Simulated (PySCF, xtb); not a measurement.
**Two isomers of CH6SSi**

We compare X, `C[SiH2]S`, a singlet, with Y, `CS[SiH3]`, a singlet. Both are isolated molecules in the gas phase, relaxed with BLYP-D3(BJ)/def2-SVP; the shapes shown needn't be the lowest conformers.

X (Å):

```csv
atom,x (Å),y (Å),z (Å)
C,-0.1661,-0.1206,-0.5874
S,-1.1569,-2.7000,1.1475
Si,0.4600,-1.2838,0.7650
H,-1.0804,0.4117,-0.2571
H,-0.4046,-0.6834,-1.5119
H,0.6070,0.6364,-0.8312
H,1.7010,-2.0019,0.3162
H,0.8016,-0.5151,2.0099
H,-0.4776,-3.3976,2.1034
```

Y (Å):

```xyz
9

C    -0.8847    0.1316   -0.0170
S     0.5778   -0.1028    1.1048
Si    0.9573   -2.2060    0.7562
H    -1.7352   -0.5043    0.2950
H    -0.6206   -0.0836   -1.0702
H    -1.1789    1.1938    0.0699
H     1.2710   -2.4815   -0.6878
H     2.1359   -2.5563    1.6108
H    -0.2235   -3.0539    1.1385
```

Estimate E(Y) − E(X) at the level CCSD(T)/def2-SVP + ΔMP2/def2-TZVPP.

Calculated at CCSD(T)/def2-SVP + ΔMP2/def2-TZVPP: E(Y) − E(X) = +58.0 kJ/mol, so structure X lies lower.

Level by level:

```tsv
level	geometry	E(Y) − E(X) (kJ/mol)	departure from the last row (kJ/mol)	job, with rough time for the two
GFN2-xTB	GFN2-xTB	+0.6	−57.3	optimisation, 0.084 s
HF/STO-3G	GFN2-xTB	+33.7	−24.3	single point, 1.2 s
r2SCAN-D4/def2-SVP	GFN2-xTB	+61.4	+3.4	single point, 14 s
BLYP-D3(BJ)/def2-SVP	BLYP-D3(BJ)/def2-SVP	+51.1	−6.9	optimisation, 49 s
HF/def2-SVP	BLYP-D3(BJ)/def2-SVP	+59.7	+1.8	part of the CCSD(T) run
MP2/def2-SVP	BLYP-D3(BJ)/def2-SVP	+59.1	+1.1	part of the CCSD(T) run
CCSD(T)/def2-SVP	BLYP-D3(BJ)/def2-SVP	+56.2	−1.7	single point
CCSD(T)/def2-SVP + ΔMP2/def2-TZVPP	BLYP-D3(BJ)/def2-SVP	+58.0		single point, 35 s
```

As drawn, Y has 1 C–S, 1 Si–H in place of 1 C–Si, 1 S–H.

GFN2-xTB finds them nearly level. The largest departure from CCSD(T)/def2-SVP + ΔMP2/def2-TZVPP is that of GFN2-xTB, 57.3 kJ/mol. The last row adds to CCSD(T) the change of the MP2 difference between the two basis sets, here +1.7 kJ/mol.

With thermal terms from frequencies at re-optimised GFN2-xTB minima (ideal gas, soft modes damped towards free rotors, one conformer each, 298.15 K, 1 atm): the zero-point term adds +1.7 kJ/mol; ΔH is +59.2 and ΔG +60.1 kJ/mol.

The correlated steps freeze 11 core orbitals. Run with PySCF 2.14.0, xtb 6.7.1; the last row on 2 threads of Arm Neoverse V2 on a shared host.

The mercaptosilane CH3SiH2SH lies clearly below the silyl sulfide CH3SSiH3, by 58.0 kJ/mol. Both isomers keep the Si–S bond, so the preference comes from the other exchanged bonds. Carbon and sulfur have nearly equal electronegativities, and their single bond gains little from polarity, whereas C–Si is distinctly polar and stronger. Si–H and S–H bonds are much closer in strength, so the exchange at hydrogen probably does little to offset the loss of C–Si.

Hartree–Fock in the def2-SVP basis already gives +59.7 kJ/mol, which shows that the ordering isn't a correlation effect; the correlation contributions of the two isomers largely cancel. The near-degeneracy in GFN2-xTB lies in its energy function rather than its structures, since r2SCAN-D4 at those same geometries recovers a gap of +61.4 kJ/mol. Thermal terms barely alter the balance, as expected for isomers with similar skeletons. The preference is thermodynamic and says nothing about how readily the sulfide would rearrange, which depends on the barrier.
